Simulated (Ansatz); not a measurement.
SiC: energy less free atoms and pressure against volume scale

Results calculated with Ansatz 0.2.0, not measured. Periodic Kohn-Sham DFT of a crystal at fixed atoms, scaled to volume_scale times the given cell; pressure positive in compression, energy less spherical unpolarised free atoms, largest_vzz the field gradient of largest size among the nuclei.

The cell before it is scaled or strained (space group F-43m, No. 216):
```
CELL_PARAMETERS angstrom
0.00000 2.18990 2.18990
2.18990 0.00000 2.18990
2.18990 2.18990 0.00000
ATOMIC_POSITIONS crystal
Si 0.00000 0.00000 0.00000
C 0.25000 0.25000 0.25000
```

Settings of every row: method all-electron LAPW; functional PBE; relativity scalar; k mesh 16x16x16; filling fermi-dirac; smearing width 0.08 eV; basis error target 0.5 meV/atom; nucleus gaussian.

Atom start moment: 0 on all atoms.

```csv
row,volume scale,V (Å³/atom),energy less free atoms (eV/atom),pressure (GPa)
1,0.9405,9.877,-7.4971,14.688
2,0.98,10.292,-7.5214,4.475
3,1,10.502,?,?
4,1.02,10.712,-7.5217,-4.028
5,1.06,11.132,-7.5016,-11.006
```

Question: what energy less free atoms and pressure should row 3 give?

Worked fit of energy less free atoms. Take u = (V_r/V)^(2/3) − 1 with V_r = 10.502 Å³ an atom, which is twice the finite (Eulerian) strain; such expansions in the strain, on which the Birch-Murnaghan equation of state is built, carry the rest volume and the bulk modulus. The shown rows have u = 0.04175, 0.01356, -0.01311, -0.03809. Least squares give energy less free atoms = −7.52433 − 0.0004 × u + 15.642 × u² eV/atom; a straight line predicts inner rows, each left out in turn, worse (root mean square 0.016 against 0.00014 eV/atom). The rows lie off it by 0.0000, 0.0001, -0.0001, 0.0000. Its lowest point lies at u = 0.0000, or V = 10.5 Å³ an atom, and the curvature there gives the bulk modulus at fixed shape and fractions, B = (4/9)(1 + u)² E″(u)/V = 212 GPa. The withheld row has u = 0, so the fit gives −7.52433 − 0.0004 × (0) + 15.642 × (0)² = -7.5243 eV/atom.

The calculation gave -7.5243 eV/atom. The fit meets it to the printed digit.

Worked fit of pressure. Take u = (V_r/V)^(2/3) − 1 with V_r = 10.502 Å³ an atom, which is twice the finite (Eulerian) strain; such expansions in the strain, on which the Birch-Murnaghan equation of state is built, carry the rest volume and the bulk modulus. The shown rows have u = 0.04175, 0.01356, -0.01311, -0.03809. Least squares give pressure = 0.0129 + 318.916 × u + 779.38 × u² GPa; a straight line predicts inner rows, each left out in turn, worse (root mean square 0.79 against 0.013 GPa). The rows lie off it by 0.002, -0.006, 0.006, -0.002 (root mean square 0.0045 GPa). The pressure vanishes at u = -0.0000, or V = 10.5 Å³ an atom, and there the bulk modulus at fixed shape and fractions is B = −V dP/dV = (2/3)(1 + u) dP/du = 213 GPa. The withheld row has u = 0, so the fit gives 0.0129 + 318.916 × (0) + 779.38 × (0)² = 0.013 GPa.

The calculation gave 0.014 GPa. The fit lies 0.001 GPa (7.1 % of the value, 0.0039 % of the column's range) below it, one unit of the last digit.
